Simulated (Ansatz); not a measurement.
Zn₂InGaO₅: do energies and stresses tell the same story?

Level of theory: DFT PBEsol, scalar-relativistic, plane waves, PAW in Ansatz.

Cutoff 420 eV; k points 12×12×2 on the computed 18-atom cell (Γ-centred); Gaussian smearing, width 0.02 eV; no spin polarisation.

Relaxed cell: P6_3/mmc, a = 3.303 Å, b = 3.303 Å, c = 22.358 Å, α = 90.00°, β = 90.00°, γ = 120.00°, 18 atoms in the primitive cell. Whether it is the stable form of this composition wasn't checked.

Energies at zero smearing and pressures from the stress tensor, at volumes with shape and atoms relaxed:
```
V (Å³/atom) E − E(first) (meV/atom) P (GPa)
     10.325                     0.00    28.04
     10.677                   -51.58    19.18
     11.029                   -85.28    11.70
     11.381                  -103.85     5.37
     11.733                  -109.58     0.00
     12.085                  -104.46    -4.54
     12.437                   -90.13    -8.39
     12.906                   -59.13   -12.61
```

Problem. Check P = −dE/dV between neighbouring volumes, and get the bulk modulus from the pressures alone.

Solution. With 1 eV/Å³ = 160.2 GPa:
```
middle V (Å³/atom)  −ΔE/ΔV (GPa) mean P (GPa)
            10.501        23.478        23.611
            10.853        15.339        15.442
            11.205         8.455         8.534
            11.557         2.609         2.686
            11.909        -2.333        -2.270
            12.261        -6.523        -6.468
            12.671       -10.583       -10.504
```

The two differ by 0.13 GPa at most. The mean of two end pressures misses the average over a step by about ΔV² P″/12, up to 0.12 GPa here; with that taken off 0.01 GPa remains. Around V = 11.733 Å³/atom, the two neighbours give B = −V ΔP/ΔV = 11.733 × 9.91 / 0.704 = 165.2 GPa, against B0 = 164.3 GPa from the Birch–Murnaghan fit of the energies.

Cost: 9 runs of about 47 core-minutes in all, on Arm Neoverse V1 (shared hosts).

Energies and stresses do tell the same story: the small residual suggests that basis-set (Pulay) stress is minor over this range. Relaxing shape and atoms doesn't spoil the comparison, because at hydrostatic equilibrium their first-order contributions to the energy vanish. The gap between 165.2 and 164.3 GPa probably reflects finite differences too: a symmetric difference cancels the curvature of P(V) but not its third derivative, which here makes the slope slightly too steep.

The pressure changes faster on compression than on expansion throughout the series. Shortening the metal–oxygen contacts brings closed-shell repulsion between oxygen 2p and filled cation shells, which grows much more steeply than the electrostatic and covalent attraction. On expansion that repulsion fades and the restoring force softens. The agreement establishes that the energy surface and its derivative are consistent, not that the functional gives the true stiffness. Nor does a bulk modulus show how the compression is shared between the layer planes and the stacking axis.
